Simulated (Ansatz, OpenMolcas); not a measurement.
## A ladder of methods for C2Si

C2Si: 3 atoms, total charge 0, spin state singlet. The shape is that of a GFN2-xTB optimisation.

```xyz
3

C    -1.1118    0.7375   -0.5228
C    -0.1352    0.0892   -0.0636
Si    1.2470   -0.8267    0.5864
```

Quantity: the vertical ionisation energy (to the doublet cation), in eV. The values are calculated.

| level | kind | program | value (eV) | less FCI/STO-3G |
| --- | --- | --- | --- | --- |
| HF/STO-3G | Hartree–Fock | OpenMolcas | 3.80 | -0.82 |
| HF/STO-3G, open shells restricted | Hartree–Fock | OpenMolcas | 4.77 | +0.15 |
| revPBE/STO-3G | GGA | Ansatz | 6.44 | +1.82 |
| r2SCAN/STO-3G | meta-GGA | OpenMolcas | 6.36 | +1.74 |
| BHLYP/STO-3G | global hybrid | Ansatz | 6.08 | +1.46 |
| HSE06/STO-3G | range-separated hybrid | Ansatz | 6.34 | +1.72 |
| B2PLYP/STO-3G | double hybrid | Ansatz | 5.97 | +1.35 |
| CCSDT(Q)/STO-3G | coupled cluster or CI | Ansatz | 4.64 | +0.02 |
| CCSDTQ/STO-3G | coupled cluster or CI | Ansatz | 4.63 | +0.01 |
| FCI/STO-3G, open shells restricted | exact in the basis | OpenMolcas | 4.62 | 0.00 |

FCI/STO-3G, open shells restricted is exact within its basis and frozen core, so for wave-function methods in that basis the difference is their error; functionals converge differently with the basis, so for them it is only a difference. The values span 3.80 to 6.44 eV. Spin contamination of the reference (⟨S²⟩ at least 0.1 too high) touches HF/STO-3G, BHLYP/STO-3G, B2PLYP/STO-3G, CCSDT(Q)/STO-3G, CCSDTQ/STO-3G. All rows use very small basis sets, so none should be taken for the real molecule's value.

The coupled-cluster results almost reproduce the exact answer in this basis: CCSDT(Q) and CCSDTQ lie only 0.02 and 0.01 eV above it, so high excitations largely repair the flawed cation reference. Hartree–Fock depends strongly on how the open shell is treated. Letting the spins polarise lowers the cation's energy, while the closed-shell singlet probably gains no such relief, which pulls the ionisation energy down to 3.80 eV. The restricted value, 4.77 eV, lies above the exact one, so correlation stabilises the cation more than the neutral. This reverses the usual expectation from losing an electron pair and suggests near-degeneracy in the cation's π and σ levels. The restricted result's closeness therefore reflects cancellation between two large correlation energies, not a good description of either state. The density functionals cluster well above the wave-function results, but this offset doesn't rank their accuracy. The geometry is a C–C–Si chain, whereas the known ground state of this molecule is a T-shaped ring, so the comparison concerns a higher-lying isomer.
